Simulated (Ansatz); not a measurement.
Ni: pressure and energy change per atom as volume scale varies

All results are calculated (Ansatz 0.2.0). Plane-wave DFT, scalar-relativistic PAW made under PBE with cores redone for the functional, no dispersion; the given relaxed cell is scaled uniformly, energy at zero smearing counts from the unscaled cell, pressure at the given Fermi-Dirac smearing is positive in compression.

The cell before it is scaled or strained (space group P6/mmm, No. 191):
```
Ni
1.0
      3.8836     0.0000     0.0000
     -1.9418     3.3633     0.0000
      0.0000     0.0000     2.3488
Ni
3
Direct
  1.00000 1.00000 1.00000
  0.33333 0.66667 0.50000
  0.66667 0.33333 0.50000
```

Settings of every row: spin polarised yes; functional LDA; wave cutoff 420 eV; smearing width 0.05 eV; k mesh 11x11x15.

Atom:
```csv
element,starting moment (Bohr magneton)
Ni,0.57
Ni,0.61
Ni,0.61
```

Limits: all rows lie far from zero pressure; search for a lower magnetic state is off; the cell comes from a prototype or a list of computed structures and needn't be the stable phase.

```csv
row,volume scale,V (Å³/atom),pressure (GPa),energy change per atom (meV),largest site moment (Bohr magneton)
1,0.88,8.999,41.68,139.96,0.49
2,0.92,9.408,24.42,56.88,0.53
3,0.96,9.817,10.79,12.94,0.57
4,1.04,10.636,?,?,?
5,1.08,11.045,-15.49,43.3,0.66
6,1.12,11.454,-20.89,90.4,0.67
```

Question: what pressure and energy change per atom should row 4 give?

Worked fit of pressure. Take u = (V_r/V)^(2/3) − 1 with V_r = 9.817 Å³ an atom, which is twice the finite (Eulerian) strain; such expansions in the strain, on which the Birch-Murnaghan equation of state is built, carry the rest volume and the bulk modulus. The shown rows have u = 0.05972, 0.02878, 0, -0.07557, -0.09771. Least squares give pressure = 10.794 + 442.68 × u + 1224.9 × u² GPa; a straight line predicts inner rows, each left out in turn, worse (root mean square 3.2 against 0.21 GPa). The rows lie off it by 0.08, -0.13, 0.00, 0.17, -0.12 (root mean square 0.12 GPa). The pressure vanishes at u = -0.0263, or V = 10.22 Å³ an atom, and there the bulk modulus at fixed shape and fractions is B = −V dP/dV = (2/3)(1 + u) dP/du = 246 GPa. Letting shape and atoms relax would as a rule lower it, by much in layered, chain or molecular crystals. The withheld row has u = -0.05202, so the fit gives 10.794 + 442.68 × (-0.05202) + 1224.9 × (-0.05202)² = -8.92 GPa.

The calculation gave -8.65 GPa. The fit lies 0.27 GPa (3.1 % of the value, 0.43 % of the column's range) below it; its largest miss of a shown row is 0.17 GPa.

Worked fit of energy change per atom. Take u = (V_r/V)^(2/3) − 1 with V_r = 9.817 Å³ an atom, which is twice the finite (Eulerian) strain; such expansions in the strain, on which the Birch-Murnaghan equation of state is built, carry the rest volume and the bulk modulus. The shown rows have u = 0.05972, 0.02878, 0, -0.07557, -0.09771. Least squares give energy change per atom = 13.01 + 1012.16 × u + 18533.7 × u² meV; a straight line predicts inner rows, each left out in turn, worse (root mean square 49 against 1.1 meV). The rows lie off it by 0.40, -0.61, -0.07, 0.94, -0.66 (root mean square 0.61 meV). The withheld row has u = -0.05202, so the fit gives 13.01 + 1012.16 × (-0.05202) + 18533.7 × (-0.05202)² = 10.51 meV.

The calculation gave 11.8 meV. The fit lies 1.29 meV (11 % of the value, 1 % of the column's range) below it; its largest miss of a shown row is 0.94 meV.

The other values of row 4: largest site moment 0.64 Bohr magneton.
